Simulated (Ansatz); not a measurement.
# A series in smearing width on Gd

Results calculated with Ansatz 0.2.0, not measured. Plane-wave density functional theory, scalar-relativistic PAW datasets made under PBE, Gamma-centred meshes; one setting moves on a fixed relaxed cell, energies count from the zero-width extrapolation of the reference run, pressure is Pulay-corrected at fixed cutoff and positive in compression.

Structure of every row (space group P6_3/mmc, No. 194):
```
CELL_PARAMETERS angstrom
3.48420 0.00000 0.00000
-1.74210 3.01740 0.00000
0.00000 0.00000 5.58670
ATOMIC_POSITIONS crystal
Gd 0.33333 0.66667 0.25000
Gd 0.66667 0.33333 0.75000
```

Settings of every row: spin polarised yes; functional LDA; wave cutoff 420 eV; k mesh 10x10x6; smearing method gaussian; reference k mesh 10x10x6; reference smearing width 0.05 eV; reference wave cutoff 420 eV; reference smearing method fermi_dirac; swept setting smearing; valence electrons per atom 18.

Atom:
| element | starting moment (Bohr magneton) |
| --- | --- |
| Gd | 7.21 |
| Gd | 7.21 |

Limits: open f shell: the state may not be the lowest; search for a lower magnetic state is off; settings are moved on purpose, so some rows are far from converged.

| row | smearing width (eV) | free energy error per atom (meV) | largest site moment (Bohr magneton) | zero smearing energy error per atom (meV) | pressure (GPa) |
| --- | --- | --- | --- | --- | --- |
| 1 | 0.01 | 0 | 7.26 | 0.09 | 0.05 |
| 2 | 0.03 | -0.51 | 7.25 | 0.01 | 0.02 |
| 3 | 0.1 | -5.1 | 7.23 | -0.06 | -0.03 |
| 4 | 0.2 | ? | ? | ? | ? |
| 5 | 0.3 | -45.6 | 7.17 | -0.5 | 0.17 |

Question: what free energy error per atom should row 4 give?

Worked fit of free energy error per atom. Smearing changes a smooth quantity, to lowest order, with the square of the width, so take w² in eV². The shown rows have w² = 0.0001, 0.0009, 0.01, 0.09. Their means are 0.02525 and -12.802 meV; the sums about the means are S_tt = 0.005651 and S_ty = -2.862, whose ratio is the slope. Least squares give free energy error per atom = −0.012 − 506.57 × w² meV. The rows lie off it by 0.06, -0.04, -0.02, 0.00 (root mean square 0.037 meV). The constant, -0.012 meV, estimates the value at zero width. The withheld row has w² = 0.04, so the fit gives −0.012 − 506.57 × (0.04) = -20.27 meV.

The calculation gave -20.4 meV. The fit lies 0.13 meV (0.29 % of the column's range) above it; its largest miss of a shown row is 0.06 meV.

The other values of row 4: largest site moment 7.2 Bohr magneton; zero smearing energy error per atom -0.06 meV; pressure 0.03 GPa.
